\section*{Premises and notation}

A path-integral simulation replaces each quantum particle by a ring of $P$ classical beads. The replacement is exact only for $P\to\infty$, and the cost grows with $P$. The situation resembles a device simulation on a finite mesh: one needs the order and prefactor of the discretisation error, and a scheme of higher order.

The premises are these. (i) $N$ particles of mass $m$ have coordinates $q=(q_1,\dots,q_D)$, $D=3N$, and the Hamiltonian is
\begin{equation}
H=T+U,\qquad T=\sum_i \frac{p_i^2}{2m},\qquad [q_i,p_k]=i\hbar\delta_{ik}.
\end{equation}
(ii) $U(q)$ is smooth, bounded below and confining, so that all traces below exist. (iii) The ensemble is canonical, with $\beta=1/k_B\mathcal T$ at temperature $\mathcal T$, $Z=\mathrm{Tr}\,e^{-\beta H}$, $F=-\beta^{-1}\ln Z$ and $\langle X\rangle=\mathrm{Tr}(Xe^{-\beta H})/Z$. The step is $\epsilon=\beta/P$, and $|\nabla U|^2=\sum_i(\partial U/\partial q_i)^2$ runs over all particles. For unequal masses read $|\nabla U|^2/m$ as $\sum_i(\partial_iU)^2/m_i$. Energies are quoted as $E/k_B$ in kelvin (1 K $=0.0862$ meV) and lengths in \AA.

\section*{The primitive ring polymer}

The primitive (Trotter) approximation splits each of $P$ factors $e^{-\epsilon H}$:
\begin{equation}
Z_P=\mathrm{Tr}\,\big(e^{-\epsilon T}e^{-\epsilon U}\big)^P=\mathrm{Tr}\,S^P,\qquad S(\epsilon)=e^{-\epsilon U/2}e^{-\epsilon T}e^{-\epsilon U/2}.
\label{zp}
\end{equation}
The second form follows by moving half of the last factor to the front, which leaves the trace unchanged. Insert position states between the factors. Each kinetic factor is a Gaussian momentum integral,
\begin{equation}
\langle q|e^{-\epsilon T}|q'\rangle=\Big(\frac{m}{2\pi\hbar^2\epsilon}\Big)^{D/2}e^{-m|q-q'|^2/2\hbar^2\epsilon},
\label{free}
\end{equation}
and so, for distinguishable particles and with $q^{(P+1)}=q^{(1)}$,
\begin{equation}
Z_P=\Big(\frac{mP}{2\pi\beta\hbar^2}\Big)^{DP/2}\!\int\!\prod_{j=1}^P dq^{(j)}\exp\Big[-\sum_{j=1}^P\Big(\frac{mP}{2\beta\hbar^2}|q^{(j)}-q^{(j+1)}|^2+\frac{\beta}{P}U(q^{(j)})\Big)\Big].
\label{ring}
\end{equation}
This is a classical integral over rings of beads joined by springs. Identical particles under Boltzmann counting add a factor $1/N!$. At $P=1$ the springs vanish and $Z_1$ is the classical partition function.

\section*{The effective Hamiltonian of one step}

Write $S(\epsilon)=\exp[-\epsilon H_{\rm eff}(\epsilon)]$. Then $Z_P=\mathrm{Tr}\,e^{-\beta H_{\rm eff}}$, so the ring polymer is the exact quantum statistics of a slightly wrong Hamiltonian.

The symmetric product obeys $S(\epsilon)S(-\epsilon)=1$, because the factors cancel from the middle outwards. Hence $\ln S$ is odd in $\epsilon$ and $H_{\rm eff}=H+\epsilon^2H_2+\epsilon^4H_4+\dots$

To find $H_2$ put $A=-\epsilon U$, $B=-\epsilon T$ and $\ln S=C_1+C_3+\dots$, with $C_1=A+B$. The third-order part of $e^{C_1+C_3}$ is $C_3+C_1^3/6$. The third-order part of $e^{A/2}e^Be^{A/2}$, multiplied out, is
\begin{equation}
\tfrac16A^3+\tfrac16B^3+\tfrac18AAB+\tfrac14ABA+\tfrac18BAA+\tfrac14ABB+\tfrac14BBA .
\end{equation}
In $C_1^3/6$ each of the eight three-letter words has weight $1/6$. Subtraction gives
\begin{equation}
C_3=-\tfrac1{24}(AAB-2ABA+BAA)+\tfrac1{12}(BBA-2BAB+ABB)=-\tfrac1{24}[A,[A,B]]+\tfrac1{12}[B,[B,A]].
\end{equation}
Each term carries $(-\epsilon)^3$, and $C_3=-\epsilon^3H_2$, so
\begin{equation}
H_2=\tfrac1{12}[T,[T,U]]-\tfrac1{24}[U,[U,T]].
\end{equation}
Substitute $T=H-U$ in the outer slot of the first term. Since $-[U,[T,U]]=[U,[U,T]]$,
\begin{equation}
H_2=\tfrac1{12}[H,[T,U]]+\tfrac1{24}[U,[U,T]].
\label{h2}
\end{equation}

The last commutator is a function of position. From $[U,p_i]=i\hbar\,\partial_iU$,
\begin{equation}
[U,T]=\frac{i\hbar}{2m}\sum_i\big(p_i\,\partial_iU+\partial_iU\,p_i\big),\qquad
[U,[U,T]]=\frac{i\hbar}{2m}\sum_i 2i\hbar(\partial_iU)^2=-\frac{\hbar^2}{m}|\nabla U|^2 .
\label{comm}
\end{equation}

\section*{Trotter error of the free energy}

For any perturbation $\lambda X$, differentiate $\mathrm{Tr}\,(H+\lambda X)^k$. Cyclic invariance makes the $k$ terms equal, so $\partial_\lambda\mathrm{Tr}\,e^{-\beta(H+\lambda X)}=-\beta\,\mathrm{Tr}\,Xe^{-\beta H}$ at $\lambda=0$, whether or not $X$ commutes with $H$. Therefore $F_P=F+\epsilon^2\langle H_2\rangle+O(\epsilon^4)$, where the remainder holds $\langle H_4\rangle$ and the second-order effect of $H_2$. The first term of \eqref{h2} averages to zero, because $\mathrm{Tr}\,([H,Y]e^{-\beta H})=0$ for any $Y$, again by cyclic invariance. With \eqref{comm},
\begin{equation}
F_P=F-\frac{\hbar^2\beta^2}{24mP^2}\,\big\langle|\nabla U|^2\big\rangle+O(P^{-4}).
\label{err}
\end{equation}
The average is the quantum one. It may be taken over the beads of the ring, which changes the result only at $O(P^{-4})$. The leading error is never positive and is extensive for short-ranged forces. It is set by the mean square force, so stiff bonds and steep repulsive walls dominate it.

\section*{The Takahashi--Imada correction}

Takahashi and Imada (1984) cancel the term in \eqref{err} by using on every bead
\begin{equation}
U_{\rm TI}=U+\epsilon^2W,\qquad W=\frac{\hbar^2}{24m}|\nabla U|^2=-\tfrac1{24}[U,[U,T]].
\label{ti}
\end{equation}
Repeat the expansion with $U_{\rm TI}$ in place of $U$. The zeroth-order term becomes $H+\epsilon^2W$. Inside $\epsilon^2H_2$ the change of potential contributes only at $\epsilon^4$. By \eqref{h2},
\begin{equation}
H_{\rm eff}^{\rm TI}=H+[H,G]+O(\epsilon^4)=e^{-G}He^{G}+O(\epsilon^4),\qquad G=\tfrac{\epsilon^2}{12}[T,U].
\end{equation}
The commutator of two Hermitian operators is anti-Hermitian, so $e^G$ is unitary and does not move the spectrum. Thus
\begin{equation}
F_P^{\rm TI}=F+O(P^{-4}).
\end{equation}

Two practical points follow. First, the spectrum is right to fourth order but the states are rotated by $G=O(\epsilon^2)$, so a plain bead average of an observable $O(q)$ keeps an error $O(P^{-2})$. The remedy is $\langle O\rangle=\partial_\lambda F[U+\lambda O]$ at $\lambda=0$. The term $W$ depends on $\lambda$ as well, and differentiating \eqref{ring} with \eqref{ti} gives the fourth-order estimator
\begin{equation}
\langle O\rangle=\Big\langle\frac1P\sum_j\Big[O+\frac{\hbar^2\beta^2}{12mP^2}\nabla U\cdot\nabla O\Big]_{q^{(j)}}\Big\rangle_{\rm TI}+O(P^{-4}).
\end{equation}
Likewise the energy $\partial(\beta F)/\partial\beta$ must include the $\beta$ dependence of $\epsilon^2W$. Second, Monte Carlo moves now need forces, and molecular dynamics needs $\nabla|\nabla U|^2=2(\nabla\nabla U)\nabla U$, the Hessian acting on the gradient.

\section*{One bead: the Wigner--Kirkwood term}

At $P=1$ the step $\epsilon=\beta$ is not small, but $\hbar$ can order the series. The term $H_{2k}$ consists of $2k$ nested commutators, and each commutator brings one factor $\hbar$ times a Poisson bracket at leading order, so $H_{2k}=O(\hbar^{2k})$. Equation \eqref{err} with $F_1=F_{\rm cl}$ then holds up to $O(\hbar^4)$, and the average may be taken classically:
\begin{equation}
F=F_{\rm cl}+\frac{\hbar^2\beta^2}{24m}\langle|\nabla U|^2\rangle_{\rm cl}+O(\hbar^4)=F_{\rm cl}+\frac{\hbar^2\beta}{24m}\langle\nabla^2U\rangle_{\rm cl}+O(\hbar^4).
\label{wk}
\end{equation}
This is the first Wigner--Kirkwood correction. The second form comes from integrating $\nabla\cdot(e^{-\beta U}\nabla U)$ over all space, which gives $\langle\nabla^2U\rangle_{\rm cl}=\beta\langle|\nabla U|^2\rangle_{\rm cl}$. That identity needs the weight $e^{-\beta U}$ and must not be used in \eqref{err}. The primitive scheme at $P=1$ is thus classical mechanics, and the corrected scheme at $P=1$ reproduces \eqref{wk} to order $\hbar^2$, with the correction in the exponent.

\section*{Exact test: the harmonic oscillator}

Take $D=1$, $U=\frac12m\omega^2x^2$ and $u=\beta\hbar\omega$. The exponent in \eqref{ring} is $-(mP/2\beta\hbar^2)\,x^{\rm T}Mx$, where $x^{\rm T}Mx=\sum_j[(x_j-x_{j+1})^2+(u/P)^2x_j^2]$. The Gaussian integral cancels the prefactor and leaves $Z_P=(\det M)^{-1/2}$. The matrix $M$ is cyclic, with eigenvectors $x_j\propto w^{jk}$, $w=e^{2\pi i/P}$, and eigenvalues $2+(u/P)^2-w^k-w^{-k}$. Define $a$ by $\sinh a=u/2P$, so that $2+(u/P)^2=2\cosh2a=z+1/z$ with $z=e^{2a}$. Each eigenvalue is $(z-w^k)(z-w^{-k})/z$, and $\prod_k(z-w^k)=z^P-1$. Hence $\det M=(z^P-1)^2/z^P=4\sinh^2Pa$ and
\begin{equation}
Z_P=\frac{1}{2\sinh\theta_P},\qquad\theta_P=P\,\mathrm{arsinh}\,y,\qquad y=\frac{u}{2P}.
\label{osc}
\end{equation}
The limits are $Z_1=1/u$ and $Z_\infty=1/[2\sinh(u/2)]$. With $\mathrm{arsinh}\,y=y-y^3/6+\dots$ the shift of $\theta_P$ from $u/2$ is $-u^3/48P^2$, and $\beta F_P=\ln(2\sinh\theta_P)$ gives
\begin{equation}
\beta(F_P-F)=-\frac{u^3}{48P^2}\coth\frac u2+O(P^{-4}).
\label{lead2}
\end{equation}
The general formula gives the same. From $\partial F/\partial\omega=m\omega\langle x^2\rangle$ one finds $\langle x^2\rangle=(\hbar/2m\omega)\coth(u/2)$, and $\langle U'^2\rangle=m^2\omega^4\langle x^2\rangle$ inserted in \eqref{err} yields \eqref{lead2}.

The corrected potential is again harmonic, with $\omega^2\to\omega^2(1+u^2/12P^2)$, so $y\to y\sqrt{1+y^2/3}=y+y^3/6-y^5/72+\dots$ in \eqref{osc}. This falls short of $\sinh y=y+y^3/6+y^5/120+\dots$ by $y^5/45$, so $\theta_P^{\rm TI}=P(y-y^5/45+\dots)$ and
\begin{equation}
\beta(F_P^{\rm TI}-F)=-\frac{u^5}{1440P^4}\coth\frac u2+O(P^{-6}).
\label{lead4}
\end{equation}

\section*{A lower bound from the kinetic energy}

An oscillator model says something rigorous about a liquid. Take one Cartesian momentum $p$ of one molecule, its coordinate $x$, and the force $f=(i/\hbar)[H,p]$. In eigenstates with Boltzmann weights $w_n$ and $\omega_{kn}=(E_k-E_n)/\hbar$, one has $p_{kn}=im\omega_{kn}x_{kn}$ and $f_{kn}=i\omega_{kn}p_{kn}$. Define
\begin{equation}
g_{nk}=\frac{(w_n-w_k)|p_{kn}|^2}{m\hbar\omega_{kn}}\ge0,\qquad\sum_{nk}g_{nk}=\frac i\hbar\langle px-xp\rangle=1 .
\end{equation}
Because $w_n+w_k=(w_n-w_k)\coth(\beta\hbar\omega_{kn}/2)$, symmetrising the sums over $n$ and $k$ gives
\begin{equation}
\frac{\langle p^2\rangle}{m}=\sum g\,\phi(\omega),\qquad\langle f^2\rangle=m\sum g\,\omega^2\phi(\omega),\qquad\phi=\frac{\hbar\omega}2\coth\frac{\beta\hbar\omega}2 .
\label{spec}
\end{equation}
With $\eta=(\beta\hbar\omega/2)^2$, the expansion $\beta\phi=1+\sum_{l\ge1}2\eta/(\eta+l^2\pi^2)$ is increasing and concave in $\eta$. So $\omega^2$ is an increasing convex function of $\phi$, and $(\phi\,\omega^2)''=2(\omega^2)'+\phi\,(\omega^2)''>0$, with primes for $d/d\phi$. Jensen's inequality then states that, at given kinetic energy and temperature, a single frequency gives the smallest possible $\langle f^2\rangle$, hence the smallest $P^{-2}$ coefficient.

\section*{Range of validity}

\begin{itemize}
\item The series is asymptotic in $\beta\hbar\omega/P$ for the highest frequency with weight in \eqref{spec}. For the oscillator the expansion of $\mathrm{arsinh}\,y$ converges for $P>u/2$, and the leading term is accurate when $y^2\ll1$. On cooling, $P$ must grow in proportion to $\beta$.
\item $U$ must be smooth. For a hard wall or an abrupt band offset, $|\nabla U|^2$ is not integrable and the orders derived here do not apply. For a Coulomb centre $|\nabla U|^2\propto r^{-4}$, whose average diverges at the origin.
\item $T$ must be $p^2/2m$ with constant masses for \eqref{comm} in this form. A position-dependent effective mass requires the commutator to be recomputed.
\item Fourth order holds for the trace, and for observables only through estimators derived from it.
\item $T$ and $U$ commute with particle permutations, so \eqref{err} and \eqref{ti} also hold for bosons and fermions, with the trace over the proper symmetry class. The separate closed rings of \eqref{ring} omit exchange.
\end{itemize}

\section*{Illustration: liquid para-H$_2$ at 20 K}

The inputs are $m=2.016$ u, a typical number density $n\approx0.0212$ \AA$^{-3}$, an approximate rotational constant $B/k_B\approx85$ K and an approximate core diameter $d\approx3.0$ \AA. Then $\hbar^2/mk_B=24.06$ K\,\AA$^2$.

Para-H$_2$ has even $J$ only. The level $J=2$ lies at $6B=510$ K, with relative population $5e^{-510/20}\approx4\times10^{-11}$, so the molecules act as spherical particles. The thermal wavelength is $\Lambda=(2\pi\hbar^2\beta/m)^{1/2}=2.75$ \AA{} and $n\Lambda^3=0.44$. By \eqref{free} with $\epsilon=\beta$, swapping two free bosons at distance $r$ has relative weight $e^{-2\pi r^2/\Lambda^2}$. Integrating over all $r$ gives $-k_B\mathcal T\,n\Lambda^3/2^{5/2}=-1.6$ K per molecule. Restricting the integral to $r>d$ leaves about $-0.003$ K. This crude estimate suggests that exchange is small against the tolerance of 0.1 K used below.

Model each molecule as an isotropic three-dimensional oscillator in the cage of its neighbours, with $\hbar\omega/k_B=80$ K (6.89 meV), so $u=4$ and $\coth(u/2)=1.037$. This frequency is chosen so that the kinetic energy $\frac32\phi$, with $\phi=41.5$ K, is 62 K, close to the roughly 60 K typical of the liquid and about twice the classical 30 K. The model's mean square force per molecule is $3m\omega^2\phi=3.31\times10^4$ K$^2$\,\AA$^{-2}$, and \eqref{err} gives $-83.0$ K$/P^2$. Equation \eqref{lead4} gives $-44.3$ K$/P^4$ for three modes. The exact free energy, measured from the cage minimum, is $3k_B\mathcal T\ln(2\sinh2)=118.9$ K. The model's errors $F_P-F$ per molecule, in K, are:

\begin{center}
\begin{tabular}{rrrrr}
\hline
$P$ & primitive & leading $P^{-2}$ & corrected & leading $P^{-4}$\\
\hline
1 & $-35.7$ & $-83.0$ & $-10.3$ & $-44.3$\\
2 & $-14.9$ & $-20.7$ & $-1.66$ & $-2.77$\\
4 & $-4.69$ & $-5.19$ & $-0.150$ & $-0.173$\\
8 & $-1.26$ & $-1.30$ & $-0.0104$ & $-0.0108$\\
16 & $-0.322$ & $-0.324$ & $-0.00067$ & $-0.00068$\\
32 & $-0.0809$ & $-0.0810$ & $-0.000042$ & $-0.000042$\\
\hline
\end{tabular}
\end{center}

At $P=1$ the neglected terms rival the leading one. The classical value is 83.2 K, and the linear form \eqref{wk} adds $3k_B\mathcal T u^2/24=40.0$ K to give 123.2 K, which is 4.3 K too high, while the exponentiated form is 10.3 K too low. Neither is adequate at $u=4$. At $P=8$ the leading primitive term is within 3 per cent of the full error. A tolerance of 0.1 K needs $P=29$ primitive beads or $P=5$ corrected beads in this model.

These are the model's numbers, and by the bound above its $P^{-2}$ coefficient is too small in magnitude for any liquid with the same kinetic energy. A flat spectrum from zero to $\hbar\omega_c/k_B=148$ K shows the sensitivity. Equation \eqref{spec} gives it the same 62 K, but a mean square force 1.55 times larger, which raises the primitive requirement to $P=36$. The spectrum of the real liquid is broad, with diffusive weight near zero frequency and a high-frequency tail from core collisions, so the single-frequency model typically underestimates the primitive error by a factor of order two. The $P^{-4}$ coefficient weights $\omega^5$ in a harmonic system and is more sensitive still to such a tail, so $P=5$ is an optimistic figure for the liquid.